## Appendix: Entropy released by the valley-orbit anomaly of P in Ge, and a spurious $\ln 2$

**Model.** Take $N$ independent neutral donors per unit volume, at fixed charge state, without field or strain. The four L valleys of Ge give a lower orbital singlet $1s(A_1)$ and a triplet $1s(T_2)$ at $\Delta\approx2.8$ meV (approximate input), so $\Delta/k=32.5$ K. With electron spin $g_0=2$, $g_1=6$, $r=g_1/g_0=3$. With $x=\Delta/kT$ and the energy zero at the lower level,

$$z=g_0(1+re^{-x}),\qquad U=\frac{N\Delta\, r}{e^x+r},\qquad C=\frac{dU}{dT}=Nk\frac{x^2re^x}{(e^x+r)^2},$$

$$S=Nk\ln z+\frac{U}{T}=Nk\left[\ln g_0+\ln(1+re^{-x})+\frac{xr}{e^x+r}\right].$$

Setting $d\ln C/dx=0$ gives $e^x=r(x+2)/(x-2)$ and $C_{\max}=Nk(x^2-4)/4$. For $r=1$, $x=2.40$ and $C_{\max}=0.44\,Nk$. For $r=3$, $x=2.845$, $T=11.4$ K and $C_{\max}=1.02\,Nk$. For $kT\gg\Delta$, $C\to Nr\Delta^2/[(1+r)^2kT^2]$. Numbers below use an illustrative $N=10^{22}$ m$^{-3}$.

### The attempt (wrong)

This argument reaches a wrong answer.

1. For $T\to\infty$ all states are equally occupied, so $S(\infty)=Nk\ln(g_0+g_1)=Nk\ln8$.
2. The third law gives $S(0)=0$.
3. Hence $\int_0^\infty (C/T)\,dT=Nk\ln8=2.079\,Nk=0.287$ J K$^{-1}$ m$^{-3}$ **(wrong)**.

### Symptom

Remove the upper level, $g_1\to0$. Then $C=0$ at every temperature, yet line 3 gives $Nk\ln g_0=Nk\ln2$. More generally, multiplying both degeneracies by one factor leaves $C$ unchanged but shifts line 3. The nuclear spin $1/2$ of $^{31}$P, counted alike, would turn $\ln8$ into $\ln16$.

### Faulty line

Line 2 is false for this partition function. As $x\to\infty$ the expression for $S$ tends to $Nk\ln g_0$. The term $\ln g_0$ is constant in $T$ and drops out of $C=T\,dS/dT$. In a crystal the spin entropy is removed by hyperfine, exchange or Zeeman couplings, which the model omits. For dilute donors in weak fields these are much smaller than $\Delta$, so that entropy goes with a separate anomaly at lower temperature.

### Mended calculation

Use $dT/T=-dx/x$ and $re^x/(e^x+r)^2=-\frac{d}{dx}\,[r/(e^x+r)]$. The boundary term of the partial integration vanishes at both ends:

$$\int_0^\infty\frac{C}{T}dT=Nk\int_0^\infty\frac{x\,re^x}{(e^x+r)^2}dx=Nk\int_0^\infty\frac{re^{-x}}{1+re^{-x}}dx=Nk\ln(1+r).$$

This equals $S(\infty)-S(0)=Nk\ln[(g_0+g_1)/g_0]$ and vanishes for $r\to0$. For $r=3$ it is $Nk\ln4=1.386\,Nk=0.191$ J K$^{-1}$ m$^{-3}$.

### Size of the error

The excess is $Nk\ln2=0.693\,Nk=0.096$ J K$^{-1}$ m$^{-3}$, or 50 % of the correct value, whatever $\Delta$ is. A donor density inferred by dividing the area under $C/T$ by $k\ln8$ would be low by one third. The position, height and tail of $C$ depend on $g_0$ and $g_1$ through $r$ alone and are untouched.

### Neglected terms

These numbers are the model's, and two omitted terms matter at 11.4 K.

*Lattice.* With the compiled Debye temperature $\Theta=373$ K (Råsander 2015) and a typical atom density $n_a=4.42\times10^{28}$ m$^{-3}$, the law $(12\pi^4/5)\,n_ak(T/\Theta)^3$ gives $4.1\times10^3$ J K$^{-1}$ m$^{-3}$. The donor peak, 0.141 J K$^{-1}$ m$^{-3}$, is $3.5\times10^{-5}$ of this. The $T^3$ law typically underestimates Ge near this temperature, by up to a factor of about two, because of the soft transverse acoustic branch.

*Ionisation.* Take a typical binding energy $E_d\approx12.9$ meV and $N_c\approx1.0\times10^{25}(T/300\,\mathrm{K})^{3/2}$ m$^{-3}$, spin included, which is $7.4\times10^{22}$ m$^{-3}$ here. Without compensation the ionised fraction obeys $f^2/(1-f)=N_ce^{-E_d/kT}/(Nz)$, so $f=0.25$ %. Each ionisation costs $\epsilon=E_d+\tfrac32kT-U/N=14.2\,kT$, and $d\ln f/dT\approx\epsilon/2kT^2$ for $f\ll1$. The added heat capacity $N\epsilon\,df/dT\approx Nk\,(f/2)(\epsilon/kT)^2$ is $0.25\,Nk$, a quarter of the peak, and it rises steeply with $T$. Only $0.58\,Nk$ of the $1.386\,Nk$ is released below the peak, so the remainder overlaps with ionisation, and $Nk\ln4$ is the sum rule of the two-level term alone.